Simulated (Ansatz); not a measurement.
# Ge: energy above lowest point against volume scale

All results are calculated (Ansatz 0.2.0). Free energy against uniform scaling of the volume at fixed shape and fractions; periodic cell, basis, potentials, k mesh and filling as listed.

The cell before it is scaled or strained (space group Cmmm, No. 65):
```
Ge
1.0
      1.3971    -2.6005     0.0000
      1.3971     2.6005     0.0000
      0.0000     0.0000     2.6982
Ge
1
Direct
  0.50000 0.50000 0.00000
```

Settings of every row: functional PBEsol; dispersion none; potentials PAW; wave cutoff 420 eV; density cutoff 1680 eV; k mesh 12x12x11; k shift 0x0x0; occupations fermi dirac; smearing width 0.1 eV; spin none.

Limits: coarse k mesh, up to 40 meV an atom off; the cell comes from a prototype or a list of computed structures and needn't be the stable phase.

```csv
row,volume scale,V (Å³/atom),energy above lowest point (meV/atom)
1,0.92,18.037,1.9
2,0.9467,18.561,0
3,0.9733,19.082,5
4,1,19.606,16
5,1.0267,20.129,?
6,1.0533,20.651,52.2
7,1.08,21.174,76.1
```

Question: what energy above lowest point should row 5 give?

Worked fit of energy above lowest point. Take u = (V_r/V)^(2/3) − 1 with V_r = 19.344 Å³ an atom, which is twice the finite (Eulerian) strain; such expansions in the strain, on which the Birch-Murnaghan equation of state is built, carry the rest volume and the bulk modulus. The shown rows have u = 0.04774, 0.02793, 0.00913, -0.00893, -0.04265, -0.05848. Least squares give energy above lowest point = 9.82 − 609.7 × u + 9144 × u² + 3233 × u³ meV/atom; a parabola predicts inner rows, each left out in turn, worse (root mean square 0.15 against 0.021 meV/atom). All shown rows lie on it to the printed digit. Its lowest point lies at u = 0.0328, or V = 18.43 Å³ an atom, and the curvature there gives the bulk modulus at fixed shape and fractions, B = (4/9)(1 + u)² E″(u)/V = 78 GPa. Letting shape and atoms relax would as a rule lower it, by much in layered, chain or molecular crystals. The withheld row has u = -0.02617, so the fit gives 9.82 − 609.7 × (-0.02617) + 9144 × (-0.02617)² + 3233 × (-0.02617)³ = 32.0 meV/atom.

The calculation gave 32 meV/atom. The fit meets it to the printed digit.
